## Why does omega ruthenium cost nearly twice the energy of omega iron at the same compression, when its pressure is only a third or so higher?

I have volume scans for ruthenium and iron, both in the omega structure. The volume scale is the volume divided by that of the relaxed cell. The energy change is counted per atom from that cell.

Omega (AlB2-type) Ru (13.82 Å³ per atom at scale 1, k mesh 11×11×16) and Fe (10.33 Å³, 11×11×15), computed with Ansatz 0.2.0: m-r2SCAN, scalar-relativistic plane-wave PAW, 500 eV cutoff, start labelled ferromagnetic (in Fe, one of the three moments in the cell was in fact set antiparallel to the other two). The relaxed cells are scaled uniformly. Energies are for zero smearing; pressures are for 0.05 eV Fermi-Dirac smearing, positive in compression.

```csv
volume scale,"energy change, Ru (meV/atom)","pressure, Ru (GPa)","energy change, Fe (meV/atom)","pressure, Fe (GPa)","largest site moment, Fe (μB)"
0.88,253.2,55.31,138.4,40.32,0.53
0.92,103.4,32.54,56.9,23.52,0.83
0.96,23.8,14.45,13.2,10.54,1.04
1,0.0,0.08,0.0,-0.12,1.18
1.04,20.4,-11.31,11.6,-8.49,1.29
1.08,75.9,-20.32,42.4,-14.93,1.52
1.12,159.0,-27.39,87.7,-19.70,1.73
```

Three things puzzle me. At a volume scale of 0.88 the pressures of the two metals differ much less than their energies do. In both metals, squeezing by 12 % costs far more than stretching by 12 %. And the largest site moment of iron grows in ever smaller steps up to 1.04, then suddenly jumps by 0.23 μB. Is that a magnetic transition, and does it show in the energy?

## Answer

For orientation, a volume change of one per cent takes about 3 GPa in ruthenium and 2 GPa in iron. A change of four per cent costs roughly 20 meV per atom in ruthenium and 10 meV in iron. The energies differ more than the pressures because an energy per atom also counts how large the atom is. The jump in the moment is no transition: the column changes from one iron site to another.

### Pressure counts per volume, energy counts per atom

Pressure is the slope of the energy against volume, with the sign reversed. The energy needed to squeeze a cell is therefore the pressure summed over the volume that is swept out. A ruthenium atom in this structure fills 13.82 Å³ and an iron atom 10.33 Å³. The same percentage thus sweeps out about a third more volume in ruthenium, against a pressure that is itself about a third higher.

Close to the minimum this becomes a short formula. The pressure grows in proportion to the relative volume change x, and the constant of proportion is the bulk modulus B. Summing the pressure from zero to x gives, with V for the volume per atom of the relaxed cell,

energy per atom ≈ ½ · B · V · x²

For ruthenium, B follows from the two pressures on either side of the relaxed cell:

B = (14.45 + 11.31) GPa / 0.08 = 322 GPa ≈ 2.0 eV/Å³

For a change of four per cent the energy is then

½ · 2.0 eV/Å³ · 13.82 Å³ · 0.04² ≈ 0.022 eV = 22 meV

The computed values are 23.8 meV in compression and 20.4 meV in expansion, one on each side of the estimate. No energy was used to get it. Since pressure and energy come from the same calculation, the agreement is no test of the theory behind them. It does show which two factors make up the cost.

The same steps give 238 GPa for iron. Ruthenium is thus stiffer by a factor of 1.35 and larger by a factor of 1.34, and the product is 1.81. The computed energy ratio stays between 1.76 and 1.83 over the whole scan. To compare two metals by energy per atom, multiply each bulk modulus by the volume per atom; the bulk modulus alone is not enough.

### Why ruthenium is stiffer although its atoms are larger

The two elements stand in the same group and have the same number of valence electrons, so the difference lies in the d shell. The 4d orbitals of ruthenium reach well beyond the atomic core and overlap strongly with those of the neighbours. Strong overlap makes a wide d band. With the band somewhat more than half full, the bonding states in its lower part are occupied and many of the antibonding states at the top are empty.

The 3d orbitals of iron are more compact and overlap less, so the band is narrower and the bonds are weaker. Iron also becomes magnetic, which moves electrons from bonding states of one spin into less bonding states of the other. Both effects reduce the d bonding that holds the metal together. This is the standard picture of transition-metal bonding; the scan agrees with it but doesn't measure the two effects separately.

Strong bonding leads to stiffness because the relaxed volume is a balance. The d bonds pull the atoms together, while the outer s and p electrons and the overlapping cores push them apart. Where the pull is strong, the atoms settle at a distance where the repulsion is already steep. Any change of volume then upsets two large opposing forces.

### Why squeezing is dearer than stretching

The two forces change with distance at different rates. On compression the repulsion rises faster than the bonding, so each further step is harder than the one before. On expansion the repulsion fades first, and the bonds that remain weaken as the overlap shrinks. The pressure curve is therefore steep at small volume and flat at large volume.

The parabola knows nothing of this, and so it fails at the ends. For ruthenium it gives 200 meV at a change of 12 % in either direction, where the calculation has 253 meV in compression and 159 meV in expansion. Relative to the computed energies, that is about a fifth too low and a quarter too high. The errors for iron are nearly the same.

That likeness is worth noticing. Squeezing by 12 % costs 1.6 times as much as stretching by 12 % in both metals. Once the energies are divided by B times V, the two curves almost coincide. Universal equations of state build on a similar likeness: metals differ mainly in the scales of their binding curves, in energy and in distance, and much less in the shape.

At the ends of the scan one limit of the calculation matters. The cell is scaled with its proportions fixed, although the metal would prefer to change them. In iron at 0.88 the stress along the axis is about 10 GPa higher than in the plane; in ruthenium the plane carries the higher stress, by about 5 GPa. A cell free to adjust its shape would lower these energies and be somewhat softer. Whether the omega structure is stable against other small distortions was not checked for either metal. The zero-point motion of the atoms is also left out; it changes with volume and would shift the energies and pressures somewhat.

### The jump in the moment of iron

The omega cell holds three atoms: two equivalent ones and a single one on a different site. In iron the moment of the single atom points against those of the pair at every volume, so the state is ferrimagnetic throughout. This order was put in at the start: despite the label "ferromagnetic", every iron run began with about 1.0 μB on the single atom, set against 1.2 μB on each atom of the pair. The calculation kept the order and adjusted the sizes, but it doesn't show that iron would reach this order from parallel moments. Other arrangements, the parallel one included, were not tried in this scan, so a lower state may exist.

The column prints whichever moment is largest. Up to the relaxed volume that is the moment of the pair, and from 1.04 onwards it is that of the single atom, which starts smaller but grows faster from 0.92 onwards. Between 1.04 and 1.08 the pair gains 0.11 μB and the single atom 0.22 μB, both in line with their neighbouring steps. The jump appears only because the column has just changed over from the slow site to the fast one.

The growth itself has a well-known cause. To form a moment, electrons must move from filled states of one spin to empty states of the other, higher in the band. In a wide band this costs much energy; in a narrow band it costs little, and the exchange energy gained by parallel spins wins. Expansion reduces the overlap and narrows the band, so the moments grow. In ruthenium the 4d band is wider and the exchange weaker, and the moment given at the start vanishes at every volume.

The sizes of the iron moments deserve less trust than their growth, since functionals of this family tend to make such moments too large, and the PAW datasets were made for another functional, PBE.

### Does the magnetism show in the energy?

It shows no kink, as befits moments that change smoothly. A softening is to be expected, however. Moments that can follow the volume lower the energy of a strained cell compared with moments frozen at their relaxed values, and this makes the metal easier to deform.

The scan gives no clear sign of it. Between neighbouring rows the pressure of ruthenium changes 1.35 to 1.40 times as fast as that of iron, but in the last interval the factor is 1.48. Iron thus softens a little more on strong stretching. The moments, however, grow fastest at the small volumes, where the factor is not raised, so their growth alone doesn't explain it. Whether magnetism plays a part here, or simply the weaker 3d bonds, is untested; a scan of iron with the moments held at zero would separate the two.

For ruthenium wiring in chips, the general lesson is that in a stiff metal a small misfit already means a large stress. The metal there has the hexagonal close-packed structure, so the values for the omega structure should not be carried over.
